**Q:** We use PF₃ as a phosphorus source gas for doping, so I care how strongly it is bound. Why does the highest coupled-cluster level miss the measured atomization energy by 270 kJ/mol, when PBE misses it by only 18?

Atomization energy of PF₃ (neutral singlet), computed with Ansatz 0.2.0 at the listed levels in the cc-pV(D+d)Z basis, at the MP2(full)/6-31G* geometry, with cores frozen in the correlated levels and no relativity. The measured value, 1522.7 kJ/mol, has zero-point and thermal terms removed. Wall times are from shared machines.

| level | computed less measured atomization energy (kJ/mol) | rough wall time (s) |
| --- | --- | --- |
| RHF | -685.2 | 0.7 |
| RMP2 | -194.4 | n/a |
| CISD | -481.6 | 20 |
| RCCSD | -298.4 | n/a |
| RCCSD(T) | -273.6 | 2 |
| BCCD(T) | -272.2 | 2 |
| RCCSDT | -273.5 | n/a |
| RCCSDT(Q) | -269.9 | 20 |
| PBE | -18.1 | 0.8 |
| r2SCAN | -100.0 | 2 |
| PBE0 | -128.0 | 2 |
| B3LYP | -108.1 | 1 |
| r2SCANh | -134.7 | 2 |
| wB97M-V | -60.3 | 4 |
| HSE06 | -126.4 | 1 |
| B2PLYP | -153.1 | 2 |
| RPA-PBE | -383.2 | 1 |

**A:** An atomization energy is a difference between the separate atoms and the molecule. It comes out too low when a calculation falls further short in the molecule than in the atoms. The shortfall can lie in the treatment of electron correlation or in the basis functions. In coupled cluster the first is nearly used up: going from RCCSD(T) to RCCSDT(Q) adds only 4 kJ/mol of binding. The likely source of what remains, about 90 kJ/mol per bond, is the small basis.

**Q:** Why should a small basis hurt the molecule more than the atoms?

**A:** Fluorine draws charge from phosphorus, and the electron clouds deform along the bonds. Free atoms need far fewer functions to describe their shape. This part of the error is present already at the Hartree–Fock level and, for such polar bonds, is expected to be the larger one. Bonding also creates new electron pairs, and a small basis describes poorly how two close electrons avoid each other. This is standard theory, which a table with a single basis cannot test. Frozen cores and neglected relativity normally matter much less than a miss of this size.

**Q:** CISD and RCCSD both use single and double excitations. Why does CISD bind so much less?

**A:** CISD lets only one electron pair be excited at a time in the whole system. In the molecule, all pairs compete for that one chance, whereas each separate atom gets a chance of its own. RCCSD also includes products of excitations, so distant pairs can be excited together. Compared with RCCSD, CISD falls short by 210 kJ/mol in the molecule but by only 26 in the four atoms. The atomic figure is inferred from the misses and the molecular energies, assuming that both levels start from the same Hartree–Fock atoms.

**Q:** Can that be estimated simply?

**A:** Take $n$ equal, independent pairs, each coupled with strength $K$ to an excited state at height $D$. One pair alone gains an energy $e$ with $e(e+D)=K^2$, so the full gain is $X=ne$. If only one pair may be excited at a time, the gain $E$ obeys $E(E+D)=nK^2$. Eliminating $K$ gives the shortfall

$$X-E=\frac{E^2-X^2/n}{D}.$$

The molecule has 13 correlated pairs, with $X=18.64$ eV from RCCSD and $E=16.46$ eV from CISD. These fix $D$ at about 113 eV, an effective average rather than the energy of any one real excited state.

The atoms are then the test. Their correlation energy, shared out by valence electrons, gives each fluorine $X\approx3.9$ eV with $n=3.5$. The formula then yields a shortfall of about 0.09 eV, or 9 kJ/mol. Phosphorus, treated likewise, adds about 4.

The total is $3\times9+4=31$ kJ/mol, somewhat above the inferred 26. If CISD instead lost the same percentage everywhere, the atoms would fall short by 164 kJ/mol. The analysis printed below gives both comparisons. The model thus supports the picture of competing pairs, though real pairs are neither equal nor independent.

**Q:** RMP2 is a cheap approximation, yet it lands closer to experiment than coupled cluster. Is it better here?

**A:** No, its imbalance runs the other way. RMP2 recovers 96% of the RCCSD(T) correlation energy in the molecule but only 90% in the atoms, inferred as before. The atoms therefore come out too high, and the molecule looks more strongly bound. That offsets part of the basis error. A likely reason, not tested here, lies in the shells rather than the bonds. Second-order theory is expected to recover nearly all the correlation of a filled, fluoride-like shell, which fluorine approaches in PF₃, but clearly less in open-shell atoms, phosphorus above all.

**Q:** And PBE?

**A:** Two things probably help it. First, PBE computes the correlation energy from the density, so the basis need not describe how close electrons avoid each other. Its basis error should therefore be smaller than that of coupled cluster, though far from zero, because the deformed clouds still need functions. Second, much of what remains is most likely cancelled by an error of PBE itself. In a bond, an electron's exact exchange hole spreads over both atoms. PBE's approximate hole stays closer to the electron, which imitates some of the correlation that keeps bonding electrons apart. PBE is known to overdo this and to overbind, which here works against the basis error.

The hybrids show the role of exchange. Replacing a quarter of PBE's exchange by exact exchange, as PBE0 does, lowers the binding by 110 kJ/mol. With a tenth, r2SCANh lies 35 below r2SCAN. Both changes move the result away from experiment, but in this basis that does not make the hybrids worse functionals. HSE06, with the same quarter at short range only, lands within 2 kJ/mol of PBE0. B2PLYP, with about half exact exchange and an MP2-like term that needs a large basis, binds least of the functionals apart from RPA-PBE. r2SCAN, known to overbind less than PBE, lies well below it. The share of exact exchange does not order every row, though: wB97M-V has much of it and still comes second, which this table cannot explain.

**Q:** Then why is RPA-PBE, which also starts from PBE, so low?

**A:** It replaces PBE's exchange and correlation energy by exact exchange and a correlation energy built from excitations into empty orbitals. It thereby loses PBE's overbinding and depends on the basis much as coupled cluster does. It still lies 113 kJ/mol below RCCSDT(Q), in line with the known tendency of RPA to underbind.

**Q:** So which row should I use to judge how the gas breaks up in an ion source?

**A:** None of them yet. Every row binds PF₃ too weakly, and the smallest misses probably owe most to cancellation. Repeat the coupled-cluster calculation in larger basis sets until the binding stops rising, and then judge the cheaper methods against it, each in a large enough basis of its own. Even then, the atomization energy only gives the cost of breaking all the bonds. How the gas breaks up also depends on the energies of the fragments and their ions, which need separate calculations.

Numerical output:

```
Atomization energy in kJ/mol:
        row  computed  computed less RCCSDT(Q)
        RHF     837.5                   -415.3
       RMP2      1328                     75.5
       CISD      1041                   -211.7
      RCCSD      1224                    -28.5
   RCCSD(T)      1249                     -3.7
    BCCD(T)      1250                     -2.3
     RCCSDT      1249                     -3.6
  RCCSDT(Q)      1253                        0
        PBE      1505                    251.8
     r2SCAN      1423                    169.9
       PBE0      1395                    141.9
      B3LYP      1415                    161.8
    r2SCANh      1388                    135.2
    wB97M-V      1462                    209.6
      HSE06      1396                    143.5
     B2PLYP      1370                    116.8
    RPA-PBE      1140                   -113.3
Miss of RCCSDT(Q) per P-F bond in kJ/mol: -89.97
MP2 lacks against CCSD(T) in the molecule in kJ/mol: 65.2
MP2 lacks against CCSD(T) in the four atoms in kJ/mol: 144.4
MP2 share of CCSD(T) correlation in the molecule in percent: 96.44
MP2 share of CCSD(T) correlation in the atoms in percent: 89.84
CISD lacks against CCSD in the molecule in kJ/mol: 209.5
CISD lacks against CCSD in the four atoms in kJ/mol: 26.28
CISD share of CCSD correlation in the molecule in percent: 88.35
CISD share of CCSD correlation in the atoms in percent: 98.14
Pair model, CISD lacks in the atoms in kJ/mol: 30.52
Pair model with equal shares for the four atoms in kJ/mol: 29.54
Rival with the same percentage lost everywhere, atoms in kJ/mol: 164.4
Binding lost from CCSD to CISD, computed, in kJ/mol: 183.2
Binding lost from CCSD to CISD, pair model, in kJ/mol: 179
Binding lost from CCSD to CISD, rival, in kJ/mol: 45.06
Change from PBE to PBE0 with 25 percent exact exchange in kJ/mol: -109.9
Change from r2SCAN to r2SCANh with 10 percent exact exchange in kJ/mol: -34.7
```
